\paragraph{1. Premises and conventions.}
The inversion layer is a two-dimensional electron gas in the plane $z=0$ of a (100) Si/SiO$_2$ interface, with silicon at $z>0$. The premises are: (i) one occupied subband with isotropic parabolic dispersion $E=\hbar^2k^2/2m$, spin degeneracy 2 and valley degeneracy $g_v$; (ii) degenerate statistics, $k_BT\ll E_F$; (iii) singly charged point centres at uncorrelated random positions; (iv) static linear screening in the random-phase approximation (RPA); (v) the first Born approximation for each centre and the Boltzmann equation for transport; (vi) zero layer thickness and a uniform permittivity $\epsilon$. Notes 8 to 11 relax or size these premises. Formulas are in SI form, $e>0$, and Fourier transforms in the plane are $V(\mathbf q)=\int d^2r\,V(\mathbf r)e^{-i\mathbf q\cdot\mathbf r}$. Counting states gives
\begin{equation}
n_s=\frac{g_vk_F^2}{2\pi},\qquad D=\frac{dn_s}{dE_F}=\frac{g_vm}{\pi\hbar^2}. \label{dos}
\end{equation}

\paragraph{2. Where the exponential comes from.}
Transform Poisson's equation for a unit charge at $z'$ in the plane only. It becomes $\epsilon(\partial_z^2-q^2)G=-\delta(z-z')$. The solution that decays on both sides is $Ae^{-q|z-z'|}$, its slope jumps by $-2qA$ at $z'$, and so $A=1/2\epsilon q$. An ionised acceptor (charge $-e$) at distance $d$ gives an electron in the plane the energy
\begin{equation}
V_0(q)=v(q)\,e^{-qd},\qquad v(q)=\frac{e^2}{2\epsilon q}. \label{bare}
\end{equation}
The rate contains $|V|^2$, hence $e^{-2qd}$. A distant charge produces only long wavelengths, $q\lesssim1/d$, in the plane. A donor reverses the sign of $V_0$, which drops out at Born level.

\paragraph{3. Why one screening constant serves for all scattering angles.}
The total potential $V$ induces $\delta n=-\Pi V$, which adds $v\,\delta n$, so $V=V_0/(1+v\Pi)$. Texts often insert the Thomas--Fermi value $\Pi=D$, which is obvious only at $q\to0$, and then use it up to backscattering. The justification is special to two dimensions (Stern, 1967). In the static Lindhard sum the two terms are equal after relabelling $\mathbf k\to-\mathbf k-\mathbf q$, so
\begin{equation}
\Pi(q)=2\,(2g_v)\,\frac{2m}{\hbar^2}\,\mathrm{P}\!\!\int_{k<k_F}\!\frac{d^2k}{(2\pi)^2}\,\frac{1}{q\,(q+2k\cos\phi)} .
\end{equation}
The principal value of $\int_0^{2\pi}d\phi/(q+2k\cos\phi)$ is $2\pi/\sqrt{q^2-4k^2}$ for $2k<q$ and zero for $2k>q$. For $q\le2k_F$ the radial integral therefore stops at $q/2$, and $\int_0^{q/2}k\,dk/\sqrt{q^2-4k^2}=q/4$. The factor $q$ cancels and $\Pi=D$ for all $q\le2k_F$, which is exactly the range that elastic scattering on the Fermi circle reaches. Thus
\begin{equation}
V(q)=\frac{e^2e^{-qd}}{2\epsilon(q+q_s)},\qquad q_s=\frac{e^2D}{2\epsilon}=\frac{2g_v}{a^*},\qquad a^*=\frac{4\pi\epsilon\hbar^2}{me^2}. \label{screened}
\end{equation}
For $q\ll q_s$,
\begin{equation}
V(q)\to\frac{e^{-qd}}{D}=\frac{\pi\hbar^2}{g_vm}\,e^{-qd}. \label{strong}
\end{equation}
Charge and permittivity have cancelled. The gas acts as a conductor that builds the image charge $\delta n=-e^{-qd}$, and the residual potential is just the shift $-\delta n/D$ of the band edge needed to hold that charge at constant Fermi level. Since $q+q_s>q_s$, the limit \eqref{strong} overstates the potential, so within premises (i)--(vi) the mobilities below are lower bounds.

\paragraph{4. From the golden rule to an integral over $q$.}
For $N$ centres per unit area on area $A$, the matrix element is $A^{-1}V(q)\sum_je^{-i\mathbf q\cdot\mathbf r_j}$. Averaging its square over uncorrelated positions kills the cross terms for $q\neq0$ and leaves $N|V|^2/A$. For elastic isotropic scattering the ansatz $\delta f_{\mathbf k}\propto\cos\phi_{\mathbf k}$ solves the linearised Boltzmann equation: the collision term contains $\cos\phi_{\mathbf k}-\cos(\phi_{\mathbf k}+\theta)$, the part odd in $\theta$ averages out, and $(1-\cos\theta)\cos\phi_{\mathbf k}$ remains. With $\int k'dk'\,\delta(E-E')=m/\hbar^2$,
\begin{equation}
\frac1\tau=\frac{2\pi N}{\hbar}\int\!\frac{d^2k'}{(2\pi)^2}|V|^2(1-\cos\theta)\,\delta(E-E')=\frac{mN}{2\pi\hbar^3}\int_0^{2\pi}\!d\theta\,(1-\cos\theta)|V(q)|^2 , \label{rate}
\end{equation}
and $\mu=e\tau(E_F)/m$ for a degenerate gas. No degeneracy factor appears in the final states. The potential conserves spin, and a change of valley needs a momentum transfer comparable with a reciprocal lattice vector, where the Coulomb potential is negligible. All valleys screen, but an electron scatters only within its own. This is the sole origin of the factor $g_v^2$ below.

On the Fermi circle $q=2k_F\sin(\theta/2)$. Put $x=q/2k_F$. Then $1-\cos\theta=2x^2$, $d\theta=2\,dx/\sqrt{1-x^2}$, and the ranges $(0,\pi)$ and $(\pi,2\pi)$ contribute equally. With \eqref{strong},
\begin{equation}
\frac1\tau=\frac{4\pi\hbar N}{g_v^2m}\int_0^1\!\frac{x^2\,e^{-4k_Fd\,x}}{\sqrt{1-x^2}}\,dx . \label{sheet}
\end{equation}

\paragraph{5. The remote sheet.}
For $k_Fd\gg1$ the exponential confines the integrand to $x\sim1/k_Fd$. Setting the square root to 1 and extending the upper limit to infinity (an exponentially small change) gives $\int_0^\infty x^2e^{-ax}dx=2/a^3$ with $a=4k_Fd$, that is $1/32(k_Fd)^3$. Hence
\begin{equation}
\frac1\tau=\frac{\pi\hbar N}{8g_v^2m(k_Fd)^3},\qquad \mu_{\rm rem}=\frac{8g_v^2e\,(k_Fd)^3}{\pi\hbar N}. \label{remote}
\end{equation}
The mass cancels too, and $\mu_{\rm rem}\propto n_s^{3/2}d^3/N$. The size of the dropped terms follows from the weight $q^2e^{-2qd}$, for which $\langle q\rangle=3/2d$ and $\langle q^2\rangle=3/d^2$. Expanding $(1+q/q_s)^{-2}\simeq1-2q/q_s$ and $(1-x^2)^{-1/2}\simeq1+q^2/8k_F^2$,
\begin{equation}
\frac1\tau=\frac{\pi\hbar N}{8g_v^2m(k_Fd)^3}\left[1-\frac{3}{q_sd}+\frac{3}{8(k_Fd)^2}+\dots\right]. \label{remcorr}
\end{equation}
The screening condition for a remote sheet is therefore $q_sd\gg3$. It does not require $q_s\gg2k_F$.

The opposite limit is worth a line. At $d=0$ the integral in \eqref{sheet} is $\pi/4$ and
\begin{equation}
\mu_{d=0}=\frac{g_v^2e}{\pi^2\hbar N}, \label{contact}
\end{equation}
independent of density, provided now that $q_s\gg2k_F$. The two forms cross at $k_Fd=(8\pi)^{-1/3}=0.34$. Below that distance a sheet counts as lying in the plane.

\paragraph{6. Uniform one-sided doping: integrate over depth first.}
A slab $dz$ at depth $z$ is a sheet of density $N_A\,dz$, and uncorrelated slabs add their rates at each $q$. One cannot integrate \eqref{remote}, since $\int_0dz/z^3$ diverges where that formula has ceased to hold. Return to \eqref{sheet} and do the depth integral first, $\int_0^\infty e^{-4k_Fxz}dz=1/4k_Fx$. One power of $x$ cancels and the rest is elementary, $\int_0^1x\,dx/\sqrt{1-x^2}=1$:
\begin{equation}
\frac1\tau=\frac{\pi\hbar N_A}{g_v^2mk_F},\qquad \mu_{\rm dis}=\frac{g_v^2e\,k_F}{\pi\hbar N_A}. \label{dist}
\end{equation}
Three remarks. First, no assumption $k_Fd\gg1$ enters, and none could, because the doping reaches the plane. Second, the weight $x/\sqrt{1-x^2}$ favours large angles, with $\langle x\rangle=\pi/4$, so strong screening here means $q_s\gg2k_F$, a stricter demand than in Note 5. Third, comparison with \eqref{contact} shows that the whole depletion layer scatters like an in-plane sheet
\begin{equation}
N_{\rm eff}=N_A\,\ell,\qquad \ell=\frac{1}{\pi k_F}. \label{neff}
\end{equation}
Only a skin of depth $\sim\ell$ matters, and it thins as $n_s$ rises. That, and not better screening, produces $\mu_{\rm dis}\propto n_s^{1/2}$, because $q_s$ does not depend on $n_s$. Doping on both sides of the plane would halve $\mu_{\rm dis}$.

For depths beyond $d\gg1/k_F$ equation \eqref{remote} may be integrated, and $\int_d^\infty dz/8k_F^3z^3=1/16k_F^3d^2$. The fraction of the rate \eqref{dist} that comes from below $d$ is $1/(4k_Fd)^2$. This sizes the neglect of the finite depletion width $W$, and it gives the mobility of a retrograde profile with an undoped setback $d$, namely $(4k_Fd)^2\mu_{\rm dis}$.

\paragraph{7. Finite $q_s$ in closed form.}
Keep $(1+sx)^{-2}$ with $s=2k_F/q_s$ and write $1/\tau=I\,\pi\hbar N_A/g_v^2mk_F$, so that $\mu=\mu_{\rm dis}/I$. With $x=\sin\varphi$, $I=-dA/ds$ where $A=\int_0^{\pi/2}d\varphi/(1+s\sin\varphi)=\arccos s/\sqrt{1-s^2}$ for $s<1$. Therefore
\begin{equation}
I(s)=\frac{1}{1-s^2}-\frac{s\arccos s}{(1-s^2)^{3/2}}=1-\frac{\pi k_F}{q_s}+\dots \label{Is}
\end{equation}

\paragraph{8. Uniform permittivity is not really needed.}
Let silicon ($\epsilon_s$) fill $z>0$ and oxide ($\epsilon_{ox}$) fill $-t<z<0$, with a metal gate at $z=-t$. For $z,z'>0$ try
\begin{equation}
G=\frac{e^{-q|z-z'|}+r\,e^{-q(z+z')}}{2\epsilon_sq}. \label{green}
\end{equation}
In the oxide $G\propto\sinh q(z+t)$, and continuity of $G$ and $\epsilon\,\partial_zG$ at $z=0$ gives $\epsilon_s(1-r)/(1+r)=\epsilon_{ox}\coth qt$. For a sheet at $z=0$ both the impurity potential and the electron--electron interaction carry the same factor $(1+r)/2\epsilon_sq=1/q(\epsilon_s+\epsilon_{ox}\coth qt)$, which cancels in the limit \eqref{strong}. Equation \eqref{dist} thus survives the dielectric step and the gate. For $qt\gg1$, $r=(\epsilon_s-\epsilon_{ox})/(\epsilon_s+\epsilon_{ox})$ and \eqref{screened} holds with $\epsilon\to\bar\epsilon=(\epsilon_s+\epsilon_{ox})/2$. For a charge inside the oxide at distance $d$, the symmetry $G(0,-d)=G(-d,0)$ replaces $e^{-qd}$ by $\sinh q(t-d)/\sinh qt$, so \eqref{remote} needs $t-d\gtrsim d$, and a sheet near the gate scatters less.

\paragraph{9. The thin-layer premise is the weak one.}
Let the subband density be $\rho(z)$, normalised to 1. The matrix element averages $G$ once over $\rho$ and the screening averages it twice:
\begin{equation}
V(q,z_i)=\frac1D\,\frac{f(q,z_i)+rP\,e^{-qz_i}}{F+rP^2+q/q_{\rm Si}},\qquad q_{\rm Si}=\frac{e^2D}{2\epsilon_s},
\end{equation}
with $f=\int\rho(z)e^{-q|z-z_i|}dz$, $P=\int\rho\,e^{-qz}dz$ and $F=\iint\rho\rho'e^{-q|z-z'|}$. The depth integral of the squared numerator needs two elementary results,
\begin{align}
\int_0^\infty\!e^{-q|z-u|-q|z'-u|}du&=\Big(|z-z'|+\frac1q\Big)e^{-q|z-z'|}-\frac{e^{-q(z+z')}}{2q},\\
\int_0^\infty\!e^{-q|z-u|-qu}du&=\Big(z+\frac1{2q}\Big)e^{-qz}.
\end{align}
Averaging over $\rho$ turns the factors $|z-z'|$ and $z$ into $-\partial_q$ acting on $F$ and $P$, so that
\begin{equation}
H\equiv2q\!\int_0^\infty\!\!(f+rPe^{-qu})^2du=2F-2qF'+(r^2+2r-1)P^2-4rqPP'.
\end{equation}
Take the variational function of Fang and Howard (1966), $\rho=\tfrac12b^3z^2e^{-bz}$, with centroid $z_0=3/b$. With $y=q/b$,
\begin{align}
P&=(1+y)^{-3},\qquad F=\frac{8+9y+3y^2}{8(1+y)^3},\\
H&=2F+\frac{3y(5+4y+y^2)}{4(1+y)^4}+\frac{r^2+2r-1}{(1+y)^6}+\frac{12ry}{(1+y)^7},\\
I&=\int_0^1\!\frac{x\,dx}{\sqrt{1-x^2}}\;\frac{H}{(F+rP^2+q/q_{\rm Si})^2},\qquad q=2k_Fx. \label{Ifull}
\end{align}
At $y=0$, $H=(1+r)^2$ and $q_s=(1+r)q_{\rm Si}$, which returns \eqref{Is}. To first order in both small quantities,
\begin{equation}
I\simeq1-\frac{\pi k_F}{q_s}+\frac{\pi k_F}{2b}\left[6+\frac{15}{4(1+r)}\right]. \label{linear}
\end{equation}
The term 6 equals $2qz_0$ in disguise: the electrons sit at depth $z_0$ inside the doped region, with acceptors on both sides. The second term reflects the weaker interaction between electrons spread over $\langle|z-z'|\rangle=15/8b$, read off from $F\simeq1-15y/8$. The bracket is large, so ``thin'' means much more than $k_F<b$.

The parameter $b$ minimises the energy per electron. The kinetic term is $\hbar^2b^2/8m_z$. The depletion field $eN_{\rm dep}/\epsilon_s$, nearly uniform for $z_0\ll W$, contributes $3e^2N_{\rm dep}/\epsilon_sb$. The Hartree term is $\tfrac12(e^2n_s/\epsilon_s)\langle\min(z,z')\rangle$ with $\langle\min\rangle=3/b-15/16b=33/16b$. Image and exchange terms are omitted. Setting the derivative to zero,
\begin{equation}
b^3=\frac{12m_ze^2N^*}{\epsilon_s\hbar^2},\qquad N^*=N_{\rm dep}+\tfrac{11}{32}n_s. \label{FH}
\end{equation}

\paragraph{10. How good is the Born approximation?}
In two dimensions $1/\tau=(2N\hbar/m)\sum_{l=-\infty}^\infty\sin^2(\delta_l-\delta_{l+1})$. The Born phases are $\delta_l=-(m/2\hbar^2)V_l$, with $V_l$ the angular Fourier coefficients of $V(q(\theta))$; replacing the sine by its argument and using Parseval's theorem returns \eqref{rate}. With \eqref{strong}, $\sum_l\delta_l=-(m/2\hbar^2)V(0)=-\pi/2g_v$, which is the Friedel sum rule for one displaced electron among $2g_v$ species. For a remote centre this fixed total is shared among some $k_Fd$ partial waves, each phase is small, and \eqref{remote} is safe. For an in-plane centre $V$ is independent of angle and the whole phase sits in $l=0$. For $g_v=2$ it is $\pi/4$, and $\sin^2\delta/\delta^2=8/\pi^2=0.81$. At any depth $|\delta_l-\delta_{l+1}|\le\pi/2g_v$, because $0<e^{-qd}\le1$ and the angular mean of $2|\sin(l+\tfrac12)\theta\,\sin\tfrac12\theta|$ is at most 1 by the Cauchy--Schwarz inequality. If the phases keep their Born values, the rate \eqref{dist} is thus too high by at most 19 per cent of itself. This is an estimate, since the self-consistent phases may be distributed differently over $l$.

\paragraph{11. Two further limits that textbooks pass over.}
\emph{Interactions.} With $r_s=1/a^*\sqrt{\pi n_s}$, equations \eqref{dos} and \eqref{screened} give $s=\sqrt2\,g_v^{-3/2}/r_s$, or $s=1/2r_s$ for $g_v=2$. Strong screening at $2k_F$ means large $r_s$, where the RPA is uncontrolled. A local-field factor $G_{xc}$ changes the potential felt by an electron to $e^{-qd}/D(1-G_{xc}+q/q_s)$. The Hubbard form, taken here as an approximate input, is $G_{xc}=q/2g_v\sqrt{q^2+k_F^2}$. At $q=2k_F$ and $g_v=2$ it is 0.22, which raises backscattering by $(1-G_{xc})^{-2}=1.66$ in the ideal limit. For a remote sheet the relative change is only $2\langle G_{xc}\rangle\simeq3/2g_vk_Fd$.

\emph{Disorder.} The mean free path $\lambda=\hbar k_F\tau/m$ from \eqref{dist} obeys $k_F\lambda=g_v^2k_F^3/\pi N_A$, and the Boltzmann equation needs $k_F\lambda\gg1$. Linear screening needs the induced density fluctuation to be small. Each centre induces $|\delta n(q)|=e^{-qz}$, so $\langle\delta n^2\rangle=N_A\int d^2q/(2\pi)^2\,(2q)^{-1}=N_Ak_F/2\pi$ if the integral is cut at $2k_F$, beyond which $\Pi$ falls. Then $\langle\delta n^2\rangle/n_s^2=2/k_F\lambda$, so the two conditions are one.

\paragraph{12. Range of validity.}
Equation \eqref{remote} holds for $k_Fd\gg1$, $q_sd\gg3$, a layer thin against $d$ (form factors such as $P$ differ from 1 by terms of order $q z_0\sim z_0/d$), a gate no closer to the sheet than about $d$, uncorrelated charges and $T\ll T_F=E_F/k_B$. Equation \eqref{dist} needs $T\ll T_F$, $k_FW\gg1$ and, from Note 11 and \eqref{linear},
\begin{equation}
\Big(\frac{\pi N_A}{g_v^2}\Big)^{1/3}\ll k_F\ll\min\left[\frac{q_s}{\pi},\;\frac{2b}{\pi\,(6+15/4(1+r))}\right], \label{window}
\end{equation}
and even inside this window it carries the Born and local-field uncertainties, which do not vanish. Because \eqref{dist} leans on $q\approx2k_F$, where thermal smearing lowers $\Pi$, it acquires a correction linear in $T/T_F$ that \eqref{remote} lacks. Both formulas describe ensemble averages over many centres.

\paragraph{13. Illustration: depletion acceptors at $10^{18}$ cm$^{-3}$.}
Typical inputs for (100) silicon are $g_v=2$, $m=0.19\,m_e$, $m_z=0.916\,m_e$, $\epsilon_s=11.7\,\epsilon_0$ and $\epsilon_{ox}=3.9\,\epsilon_0$, so $\bar\epsilon=7.8\,\epsilon_0$ and $r=0.5$ for an oxide with $k_Ft\gg1$. Assume $n_s=10^{12}$ cm$^{-2}$, $T=4.2$ K and a band bending $\phi_d=1.2$ V across the depletion layer, a round value for low temperature. The acceptors there are ionised because the band bending puts their level below the Fermi level. Then:

\emph{Electron gas.} $k_F=0.177$ nm$^{-1}$, $E_F=6.3$ meV, $T_F=73$ K, $T/T_F=0.06$; $a^*=2.17$ nm with $\bar\epsilon$, $q_s=1.84$ nm$^{-1}$, $q_{\rm Si}=1.23$ nm$^{-1}$, $s=0.19$, $r_s=2.6$.

\emph{Depletion layer.} $W=\sqrt{2\epsilon_s\phi_d/eN_A}=39.4$ nm, $N_{\rm dep}=N_AW=3.94\times10^{12}$ cm$^{-2}$. The cut-off at $W$ removes $1/(4k_FW)^2=0.13$ per cent of the rate and is ignored. The skin depth is $\ell=1.80$ nm, so $N_{\rm eff}=1.80\times10^{11}$ cm$^{-2}$, under a twentieth of the depletion charge.

\emph{Subband.} $N^*=4.28\times10^{12}$ cm$^{-2}$, $b=2.12$ nm$^{-1}$, $z_0=1.41$ nm, $2k_F/b=0.167$. The confinement kinetic energy $\hbar^2b^2/8m_z=47$ meV sets the scale of the subband spacings and far exceeds $E_F$, which supports premise (i). The centroid $z_0$ is nearly as deep as the skin $\ell$, so the thickness cannot be a small correction. Indeed the bracket in \eqref{linear} is 8.5 and the linear terms are $-0.30$ and $+1.12$, so the full integrals are needed:

\begin{center}
\begin{tabular}{lcc}
model & $I$ & $\mu$ ($10^3$ cm$^2$/V\,s)\\ \hline
thin layer, $q_s\to\infty$, \eqref{dist} & 1 & 3.4\\
thin layer, finite $q_s$, \eqref{Is} & 0.76 & 4.5\\
Fang--Howard layer, $q_{\rm Si}\to\infty$ & 2.22 & 1.5\\
Fang--Howard layer, finite $q_{\rm Si}$, \eqref{Ifull} & 1.47 & 2.3
\end{tabular}
\end{center}

The two corrections have opposite signs and cancel in part, which is why the closed formula stays within a factor 1.5 of the fuller model. The window \eqref{window} reads $0.092\ll k_F\ll0.159$ in nm$^{-1}$, or $2.7\times10^{11}\ll n_s\ll8.0\times10^{11}$ cm$^{-2}$ at fixed $b$. It spans less than a factor of two in $k_F$, so at this doping no density satisfies both inequalities strongly. The ideal formula gives $k_F\lambda=7.1$ and a relative density fluctuation of 0.53. The last row gives $\lambda=27$ nm and $k_F\lambda=4.8$, so multiple-scattering terms are of order $1/k_F\lambda=0.21$. Together with the Born estimate (up to 19 per cent, raising $\mu$) and the local field (some tens of per cent, lowering $\mu$), this leaves one figure: the model's acceptor-limited mobility is about $2\times10^3$ cm$^2$/V\,s.

The formula must not be carried to room temperature. At 300 K the long-wavelength response of this subband is $dn_s/d\mu_c=D(1-e^{-T_F/T})$, where $\mu_c$ is the chemical potential and $T_F$ is defined by $n_s=Dk_BT_F$. This lowers $q_s$ to 0.40 nm$^{-1}$, while the thermal backscattering vector $2\sqrt{2mk_BT}/\hbar$ is 0.72 nm$^{-1}$. Screening is then weak, and higher subbands are populated as well.

As typical knowledge and not as a measurement, bulk nMOS channels of this doping show total mobilities of several hundred to about a thousand cm$^2$/V\,s at cryogenic temperature, so the model's figure lies above a real device by roughly a factor of two to four. The direction is expected, since the model holds one mechanism only. The effective field $e(N_{\rm dep}+n_s/2)/\epsilon_s=0.69$ MV/cm is high enough for surface roughness to compete, and by \eqref{neff} an interface charge equal to $N_{\rm eff}$ would alone double the Coulomb rate of the ideal sheet.